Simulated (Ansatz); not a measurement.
Level of theory: Ansatz, DFT PBE, scalar-relativistic, plane waves, PAW. All cells share a 420 eV cutoff and Γ-centred k meshes spaced at most about 0.3 Å⁻¹ (about 0.25 or finer for metals, 2π included). No spin polarisation in the final relaxations.

Temperature and zero-point effects are left out.

Compare these two cells of Al2Cu3, each relaxed at this level.

A.

```yaml
crystal:
  lattice:
    - [2.74355, 0.00000, 0.00000]
    - [-1.37177, 2.37598, 0.00000]
    - [0.00000, 0.00000, 20.46216]
  atoms:
    - { symbol: Al, position: [0.66667, 0.33333, 0.69735] }
    - { symbol: Al, position: [0.66667, 0.33333, 0.89929] }
    - { symbol: Al, position: [0.66667, 0.33333, 0.10071] }
    - { symbol: Al, position: [0.66667, 0.33333, 0.30265] }
    - { symbol: Cu, position: [0.33333, 0.66667, 0.59896] }
    - { symbol: Cu, position: [0.33333, 0.66667, 0.79897] }
    - { symbol: Cu, position: [0.33333, 0.66667, 0.00000] }
    - { symbol: Cu, position: [0.33333, 0.66667, 0.20103] }
    - { symbol: Cu, position: [0.33333, 0.66667, 0.40104] }
    - { symbol: Cu, position: [0.66667, 0.33333, 0.50000] }
```

B.

```yaml
crystal:
  lattice:
    - [1.37259, 0.79247, 10.40828]
    - [-1.37259, 0.79247, 10.40828]
    - [0.00000, -1.58493, 10.40828]
  atoms:
    - { symbol: Al, position: [0.20436, 0.20436, 0.20436] }
    - { symbol: Al, position: [0.79564, 0.79564, 0.79564] }
    - { symbol: Cu, position: [0.00000, 0.00000, 0.00000] }
    - { symbol: Cu, position: [0.60249, 0.60249, 0.60249] }
    - { symbol: Cu, position: [0.39751, 0.39751, 0.39751] }
```

Question: Which is lower in energy, and by how much?

Answer: A is lower, by 68 meV/atom. A has Al and Cu ordered on hcp sites, space group P-6m2 (No. 187), 13.3 Å³/atom and no gap on its mesh; B has Al and Cu ordered on fcc sites, space group R-3m (No. 166), 13.6 Å³/atom and no gap. Counting all near atoms (those within 1.25 times the shortest distance at each site), A and B both have Al 12, Cu 12. Both come from invented guesses.

Cells relaxed within their symmetry can be saddle points.

The 68 meV/atom preference for A probably reflects chemical order more than the change from fcc to hcp stacking. In A every Al layer has Cu layers on both sides, whereas B places Al layers next to each other and so gives up Al-Cu contacts for Al-Al ones. Mixed contacts are favoured in this strongly compound-forming system, where charge redistribution and hybridisation of Al sp states with Cu states strengthen the bonding. The equal coordination numbers hide this difference because they don't distinguish the neighbouring elements. B's larger volume fits the same picture, since its widest layer spacing is between the adjacent Al layers.

Stacking may also contribute: both elements prefer fcc, but the electron concentration of the alloy can favour hcp, as in Hume-Rothery phases. Because order and stacking change together, the comparison can't separate their shares or establish a general hcp preference at this composition. Nor does it make A the ground state, as known Al-Cu phases near this composition include structures related to γ-brass, which neither cell represents.
